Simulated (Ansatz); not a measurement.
Ligand exchange: C3H5Cl2Ga + HI → C3H6ClGa + ICl

Species: C3H5Cl2Ga `C=C[CH2][Ga]([Cl])[Cl]`, singlet; HI (hydrogen iodide), singlet; C3H6ClGa `C=C[CH2][GaH][Cl]`, singlet; ICl (iodine monochloride), singlet. The partners trade Cl for H: Ga–Cl and I–H bonds give way to Ga–H and I–Cl.

Shapes, held fixed at every level: PBE0-D4/def2-TZVP. Flexible molecules stand in one conformer, not always the lowest. Programs: Ansatz 0.2.0. Electronic energies: no zero-point or thermal term.

```json
{"level": "SPW92/def2-TZVPP", "kind": "LDA", "ΔE (kJ/mol)": "+181.7"}
{"level": "r2SCAN-D4/def2-TZVPP", "kind": "meta-GGA", "ΔE (kJ/mol)": "+190.2"}
{"level": "PBE0-D4/def2-TZVPP", "kind": "global hybrid", "ΔE (kJ/mol)": "+187.2"}
{"level": "B2PLYP/def2-TZVPP", "kind": "double hybrid", "ΔE (kJ/mol)": "+190.4"}
{"level": "CCSD(T)/def2-SVP", "kind": "coupled cluster or CI", "ΔE (kJ/mol)": "+223.3"}
{"level": "CCSD/def2-SVP", "kind": "coupled cluster or CI", "ΔE (kJ/mol)": "+224.4"}
{"level": "MP2/def2-TZVPP", "kind": "perturbation theory", "ΔE (kJ/mol)": "+208.7"}
```

MP2/def2-TZVPP gives ΔE = +208.7 kJ/mol; the levels span +181.7 to +224.4. The median of the levels is +190.4. No measured value is set beside it here. For atoms past krypton def2 sets carry core potentials with scalar relativity. Relativity is left out for Ga unless named. Correlated rows may include outer-core shells of Ga, I, which these sets cover unevenly.

Every level makes the exchange strongly endothermic, from +181.7 to +224.4 kJ/mol, so its direction is not in doubt, though its exact size is. The cost follows from bond polarity. A strong, polar Ga–Cl bond, helped by chlorine lone-pair donation into the empty gallium p orbital, gives way to a less polar Ga–H bond without such donation, while H–I is replaced by the weak I–Cl bond. In formal terms, hydrogen turns from protic to hydridic and iodine is oxidised from iodide to iodine(I), so this is a redox change rather than a simple ligand metathesis.

CCSD and CCSD(T) nearly coincide, which shows that perturbative triples matter little to this energy difference in the shared basis; the higher coupled-cluster values probably reflect in part the smaller basis's poorer description of I–Cl bonding. The results do not rule out halide exchange between the same reactants, since the polarity-matched route to a Ga–I bond and HCl was not computed.
